**Q:** I have computed volumes of the tantalum silicide Ta₂Si near zero pressure and at 40 GPa. I need 10 and 20 GPa as well. Can I simply draw a line between the points I have?

Ta2Si (I4/mcm; conventional a = 6.137, c = 5.040 Å, 15.82 Å³ an atom at zero pressure) was relaxed at each pressure, keeping its symmetry, with Ansatz 0.2.0 (PBEsol, scalar-relativistic PAW, no spin polarisation, 420 eV cutoff, 10×10×10 k mesh at zero pressure, Gaussian smearing). Changes are relative to zero pressure; "a change" refers to the length of a primitive cell vector.

```csv
pressure (GPa),volume change (%),enthalpy change (eV/atom),a change (%)
-2,0.89,-0.198,0.29
0,0.00,0.000,0.00
2,-0.87,0.197,-0.28
5,-2.08,0.488,-0.69
10,?,?,?
20,?,?,?
40,-12.61,3.674,-4.36
```

**A:** First see how far a line would lead you astray. Between −2 GPa, which is a slight tension, and 2 GPa the crystal loses (0.89 + 0.87)/4 = 0.44 % of its volume for each gigapascal. What happens if you extend that to 40 GPa?

**Q:** I get 0.44 × 40 = 17.6 %, but the table has only 12.61 %. So the crystal becomes harder to compress on the way.

**A:** Yes, and that already brackets your answer. At 20 GPa the initial slope gives a loss of 8.8 %. A straight line from the 5 GPa row to the 40 GPa row gives about 6.6 %. A crystal that stiffens steadily must lie between the two, and what remains is to find out how the stiffening is spread over the range.

**Q:** Why does it stiffen at all? The atoms and the structure type stay the same.

**A:** The distances don't. At the equilibrium volume, the attraction that binds the crystal and the repulsion between overlapping electron shells balance. The repulsion arises because electrons with the same spin cannot share the same region without gaining kinetic energy. When the atoms are pushed together, it grows faster than the attraction, and ever more steeply. Each further bit of volume therefore costs more pressure than the one before. This is an argument from general physics; the table shows the stiffening itself, not the separate forces.

**Q:** How do I turn that into a number?

**A:** Let $v$ be the volume divided by its value at zero pressure, and $P$ the pressure. A simple way to make compression progressively harder is to let the extra pressure needed for a given small loss of volume grow in proportion to $D+P$, where $D$ is a constant pressure:

$$\frac{dv}{dP}=-\frac{C}{D+P}\quad\Rightarrow\quad v=1-C\,\ln\!\left(1+\frac{P}{D}\right).$$

This is Tait's equation. The bulk modulus $B$, the pressure per relative loss of the current volume, starts at $D/C$. I fitted $C$ and $D$ to the five known volumes, so the 40 GPa row is an anchor of the curve and no test of it.

**Q:** And what does the fit say about the stiffness?

**A:** The bulk modulus is about 228 GPa at the start and about 373 GPa at 40 GPa. At first it rises by roughly 4 GPa for each gigapascal applied. These are values of this PBEsol calculation, which ran on PAW datasets made for PBE, and not measured ones. For a related compound, what matters in this equation is the pressure compared with the bulk modulus: a softer crystal bends away from its initial slope at a lower pressure. That its stiffness would rise at the same rate is an assumption you would have to check.

**Q:** Let me work out 20 GPa. The fit has $C$ = 20.16 % and $1/D$ = 0.02173 per GPa. The bracket is 1 + 0.02173 × 20 = 1.4346, its logarithm is 0.361, and 20.16 % times that is 7.28 %.

**A:** That is the forecast: a volume loss near 7.3 %, with a range of 0.05 percentage points either side of your 7.28 %. At 10 GPa the same steps give near 4.0 %, with a range of 0.03 either side of the model's 3.96 %. Doubling the pressure less than doubles the loss. The ranges are my judgement of what rounding, the choice of curve and small leftover stresses in the relaxed cells could do.

**Q:** The enthalpy looks almost like a straight line. Does it need its own fit?

**A:** No. At zero temperature the enthalpy changes by $dH=V\,dP$, so it adds up the volume that the crystal still has at each step of pressure. If the volume stayed at its starting value, 20 GPa would cost 1.975 eV/atom. The crystal has lost about 7 % by the end, but on average over the whole way only about 4 %. The forecast is therefore near 1.90 eV/atom, centred on the model's 1.899 with a range of 0.003 either way. At 10 GPa it is near 0.97 eV/atom, centred on 0.967 with a range of 0.002. Doubling the pressure slightly less than doubles the rise.

**Q:** At 40 GPa the enthalpy has risen by 3.674 eV/atom. That is the size of a chemical bond. Is the crystal about to fall apart?

**A:** Look at what the number contains. Enthalpy is internal energy plus pressure times volume, and at 40 GPa the second part is 3.95 × 0.8739 = 3.45 eV/atom. Here 3.95 eV/atom is the pressure times the starting volume, and 0.8739 is the fraction of that volume still left. Only the remaining 0.22 eV/atom is energy stored in the squeezed crystal. Any compressed solid shows such a rise. To judge stability you would compare enthalpies with other phases at the same pressure, and this scan follows one structure with its symmetry held fixed.

**Q:** That leaves the cell length. Can I take a third of the volume change?

**A:** Almost, but be careful about which length it is. The column "a change" refers to a vector from a corner of the conventional tetragonal cell to its centre, so it mixes the conventional axes $a$ and $c$. The three cell vectors change equally because symmetry demands it, even if the crystal shrinks unevenly. To separate the axes you need the volume as well, and among the known rows the one at 40 GPa suits this best, because its change is by far the largest and rounding matters least there.

**Q:** I would bet on $c$ as the stiff axis. The silicon atoms form chains along it, with neighbours only 2.52 Å apart.

**A:** The 40 GPa row says otherwise. There $c$ has shortened by about 4.7 % and the conventional $a$ by about 4.3 %, and rounding blurs the value for $c$ by only about 0.06 percentage points. The silicon neighbours have moved to about 2.40 Å. A short contact along an axis does not by itself make that axis the stiffer one, since the tantalum atoms and their bonds to silicon also decide how the cell yields. Which of these contacts makes $c$ the softer axis cannot be read from cell lengths.

**Q:** So how do you forecast the vector?

**A:** I assume that its share of the volume change, taken in logarithms, is the same at every pressure as at 40 GPa. That gives a shortening near 1.3 % at 10 GPa, with 1.33 % as the central value and a range of 0.02 percentage points either way. At 20 GPa it gives near 2.5 %, centred on 2.47 %, with a range of 0.03. Now compare with the calculation.

The withheld rows as computed:

```csv
pressure (GPa),volume change (%),enthalpy change (eV/atom),a change (%)
10,-3.96,0.967,-1.33
20,-7.28,1.898,-2.47
```

**Q:** Both volumes agree to the last printed digit, and so do both lengths. The only difference I can find is in the enthalpy at 20 GPa, where you had 1.899 and the table has 1.898 eV/atom.

**A:** That difference comes from rounding the starting volume to 15.82 Å³ an atom. With the relaxed cell's 15.816 Å³ the forecast becomes 1.898 eV/atom as well, so the difference needs no physical cause. All six values lie well inside their ranges, and the ranges turn out to have been generous. The task was also a kind one: both pressures lie between known points on a smooth curve. Agreement here doesn't license the same precision far above 40 GPa.

**Q:** Does it at least show that Tait's equation is the right one?

**A:** No. Murnaghan's equation, in which the bulk modulus itself rises in a straight line with pressure, gives 7.30 % at 20 GPa when fitted to the same five rows. That is also inside the range. Tait's curve comes slightly closer at both new pressures, but the two differ there by about 0.02 percentage points at most, and both miss the known 2 GPa row by about 0.01. What the new rows do rule out, as the 40 GPa row did before, is the initial slope extended as a straight line, which would have taken 8.8 % of the volume at 20 GPa instead of 7.28 %.

**Q:** And the enthalpy? You never used it in the fit, so that should count as a real success.

**A:** It counts as a check that the calculation is consistent with itself. Volume and enthalpy are tied together by thermodynamics, so a correct volume curve has to give the correct enthalpy. A clear mismatch would have pointed to a numerical fault or to a jump in volume between the rows.

**Q:** Did the lengths confirm that $c$ is softer?

**A:** Yes, though the effect is small. Equal shrinkage in all directions would have given 2.49 % at 20 GPa, and the table has 2.47 %, a gap larger than rounding can explain. The conventional $a$ counts for more in this vector than in the volume, so the vector shortens less than in an evenly shrinking crystal when $c$ is the softer axis. My range was too wide to separate the two cases, so the forecast itself was no test of the uneven shrinkage; the clearest evidence remains the 40 GPa row. The output printed below lists both fits and their misses row by row.

Printed output of the fit:

```
fit of v on 5 rows: coefficient of log(1 + s*P) -20.16 +/- 0.012, s 0.02173; rms 0.0061, worst 2 0.0123, leave-one-out rms 0.0603
  rows outside the fit (model, value, miss): 10 -3.964, -3.96, -0.00422; 20 -7.276, -7.28, 0.00443
Bulk modulus at zero pressure, Tait (GPa): 228.3
Pressure derivative of the bulk modulus at zero pressure, Tait: 3.96
Bulk modulus at 40 GPa, Tait (GPa): 372.9
fit of lnv on 5 rows: coefficient of log(1 + s*P) -0.2683 +/- 0.00015, s 0.01632; rms 5.86e-05, worst 2 0.000122, leave-one-out rms 7.97e-05
  rows outside the fit (model, value, miss): 10 -0.04055, -0.04041, -0.000147; 20 -0.07577, -0.07559, -0.000187
Volume change (%), misses are prediction less computed:
  row     Tait   Tait_miss  Murnaghan  Murnaghan_miss  constant_stiffness
   -2   0.8958     0.00577     0.8941        0.004129              0.8762
    0        0           0          0               0                   0
    2  -0.8577     0.01234    -0.8579         0.01213             -0.8762
    5   -2.079   0.0006131     -2.082       -0.002182               -2.19
   10   -3.964   -0.004217     -3.974        -0.01412              -4.381
   20   -7.276    0.004426     -7.297         -0.0173              -8.762
   40   -12.61  -0.0005307     -12.61      -0.0001435              -17.52
Enthalpy (eV/atom) and vector length (%):
  row  H_model      H_miss  P_times_V0  length_model  length_miss  length_isotropic
   -2  -0.1984  -0.0003593     -0.1975        0.2954     0.005375            0.2977
    0        0           0           0             0            0                 0
    2   0.1966  -0.0003715      0.1975       -0.2845    -0.004472           -0.2867
    5   0.4885   0.0004821      0.4937       -0.6926     -0.00256            -0.698
   10   0.9672   0.0001943      0.9874        -1.329     0.001123            -1.339
   20    1.899   0.0006625       1.975        -2.467     0.002663            -2.487
   40    3.675   0.0007987        3.95         -4.36   -0.0001921            -4.394
Change of conventional c at 40 GPa (%): -4.666
Change of conventional a at 40 GPa (%): -4.257
Rounding uncertainty of the c change at 40 GPa (percentage points): 0.05661
Si-Si distance along c at 40 GPa (angstrom): 2.402
```
